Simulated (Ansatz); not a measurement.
**Ligand exchange: C2H6 + AlI3 → CH3I + Al(CH3)I2**

Species: C2H6 (ethane) `CC`, singlet; AlI3 (aluminum iodide) `[I][Al]([I])[I]`, singlet; CH3I (methyl iodide) `CI`, singlet; Al(CH3)I2, singlet. The partners trade CH3 for I: C–CH3 and Al–I bonds give way to C–I and Al–CH3.

Shapes, held fixed at every level: PBE0-D4/def2-TZVP. Programs: Ansatz 0.2.0. Electronic energies: no zero-point or thermal term.

```tsv
level	kind	ΔE (kJ/mol)	less CCSD(T)/def2-TZVPP
HF/def2-TZVPP	Hartree–Fock	+152.4	+12.8
B3LYP-D4/def2-TZVPP	global hybrid	+138.8	-0.8
BHLYP-D4/def2-TZVPP	global hybrid	+149.5	+9.9
wB97X-V/def2-TZVPP	range-separated hybrid	+140.3	+0.7
MP2/def2-SVP	perturbation theory	+164.7	+25.1
CCSD(T)/def2-SVP	coupled cluster or CI	+161.1	+21.5
CCSD/def2-TZVPP	coupled cluster or CI	+141.3	+1.7
CCSD(T)/def2-TZVPP	coupled cluster or CI	+139.6	0.0
```

The highest level, CCSD(T)/def2-TZVPP, gives ΔE = +139.6 kJ/mol; the levels span +138.8 to +164.7. The column of differences is taken from that level and isn't an error. No measured value is set beside it here. For atoms past krypton def2 sets carry core potentials with scalar relativity. Outer-core shells of I are correlated in most correlated rows, in sets that cover them unevenly.

Exchanging methyl for iodide is strongly uphill at every level, and the cause lies mainly on the carbon side. Ethane gives up a strong, nonpolar C–C bond, while methyl iodide gains a much weaker C–I bond, in which the diffuse iodine 5p orbital overlaps poorly with the compact carbon hybrid. On aluminium, one polar bond replaces another, and the new Al–C bond is not strong enough to repay that loss. Some iodine lone-pair donation into the empty aluminium 3p orbital is probably lost as well.

The basis set matters more than the treatment of triples: CCSD(T) gives +161.1 kJ/mol in def2-SVP but +139.6 in def2-TZVPP, whereas CCSD in the larger set already gives +141.3. Most of the high MP2 value therefore goes with its small basis and is not evidence of a failure of perturbation theory.

The energies favour the reverse reaction, methylation of methyl iodide to ethane, but say nothing about its barrier or about the halide-bridged dimers that aluminium iodides readily form.
